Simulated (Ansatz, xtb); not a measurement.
AlH4NSn: which of two structures lies lower

Structure I is `[AlH2][NH][SnH]`, a singlet and structure II is a singlet given by its coordinates. Both are isolated molecules in the gas phase, relaxed with BLYP-D3(BJ)/def2-SVP; the shapes shown needn't be the lowest conformers.

I (Å):

| atom | x (Å) | y (Å) | z (Å) |
| --- | --- | --- | --- |
| Al | -1.2168 | -0.5601 | -0.6797 |
| N | 0.2425 | -0.3176 | 0.3633 |
| Sn | 2.1935 | 0.1931 | -0.2542 |
| H | -1.0045 | -0.3650 | -2.2447 |
| H | 0.1571 | -0.4322 | 1.3827 |
| H | -2.6135 | -0.9467 | -0.0171 |
| H | 2.8023 | 0.1743 | 1.4659 |

II (Å):

```xyz
7

Al    0.2183   -0.4634   -0.9435
N     0.8052    0.6799    0.4324
Sn   -0.9998    1.4752    0.9869
H    -1.4684    0.2356   -0.4746
H     0.0993   -2.0191   -0.5947
H     0.4363    0.0365   -2.4465
H     1.7043    0.9198    0.8624
```

Close contacts (Å): Al1–N2 1.88, Al1–Sn3 2.99, N2–Sn3 2.05, Al1–H4 1.89, Al1–H5 1.60, Al1–H6 1.60, N2–H7 1.03, Sn3–H4 1.97.

Energies in hartree; the thermal terms are from BLYP-D3(BJ)/def2-SVP harmonic frequencies (ideal gas, rigid rotor, one conformer each, 298.15 K, 1 atm) and include the zero-point energy:

|  | I | II |
| --- | --- | --- |
| E, CCSD(T)/def2-TZVP | −512.732625 | −512.740076 |
| zero-point energy | 0.033332 | 0.034422 |
| H(298 K) − E | 0.040125 | 0.040426 |
| G(298 K) − E | 0.002990 | 0.005228 |

Problem. Work out ΔE, ΔE₀, ΔH and ΔG for I → II in kJ/mol (1 Eh = 2625.50 kJ/mol) and the equilibrium ratio [II]/[I].

Solution. 1. ΔE = −512.740076 − (−512.732625) = −0.007451 Eh = −19.56 kJ/mol.
2. ΔE₀ = ΔE + ΔZPE = −0.007451 + (+0.001090) Eh = −16.70 kJ/mol.
3. ΔH = ΔE + (+0.000301) Eh = −18.77 kJ/mol.
4. ΔG = ΔE + (+0.002238) Eh = −13.69 kJ/mol, so ΔS = (ΔH − ΔG)/T = −17.1 J/(mol K).
5. kT = 0.9442 mEh, so K = [II]/[I] = exp(−ΔG/kT) = exp(+5.52) ≈ 250.

Structure II is favoured at this temperature. An error of 4 kJ/mol in ΔG would change K by a factor of 5. HF/def2-TZVP gave ΔE the other sign. Large T1 diagnostics make the coupled-cluster value less sure. Mirror images and further conformers aren't counted.

Other levels gave ΔE = −18.8 (BLYP-D3(BJ)/def2-SVP); +10.2 (HF/def2-TZVP); −20.3 (MP2/def2-TZVP) kJ/mol. The correlated steps freeze 10 core orbitals; the filled d shell of Sn is correlated, in a basis made for valence electrons. Atoms past krypton carry core potentials in the def2 sets, without spin–orbit terms. Programs: Ansatz 0.2.0.

Structure II is best read as a hydride-bridged form of the same aminostannylene, not a new skeleton. The Sn–H bond, turned away from aluminium in I, leans towards it in II and closes an Al–N–Sn–H ring. Aluminium is electron-poor and accepts density from this bond into its vacant p orbital, giving an unsymmetrical three-centre, two-electron interaction. The bridging Al–H contact of 1.89 Å, against 1.60 Å for the terminal bonds, marks it as the weaker link. Al–N is longer and Sn–N shorter than in I, which suggests that the nitrogen lone pair now donates less to aluminium and more to the empty 5p orbital of tin.

Hartree–Fock probably misses the preference because the compact bridge gains more correlation energy than the open form. Closing the ring also stiffens soft torsional and bending motions, so entropy reduces the advantage of II without cancelling it. The energies say nothing about the barrier to opening the bridge, and so not whether I could persist long enough to be observed.
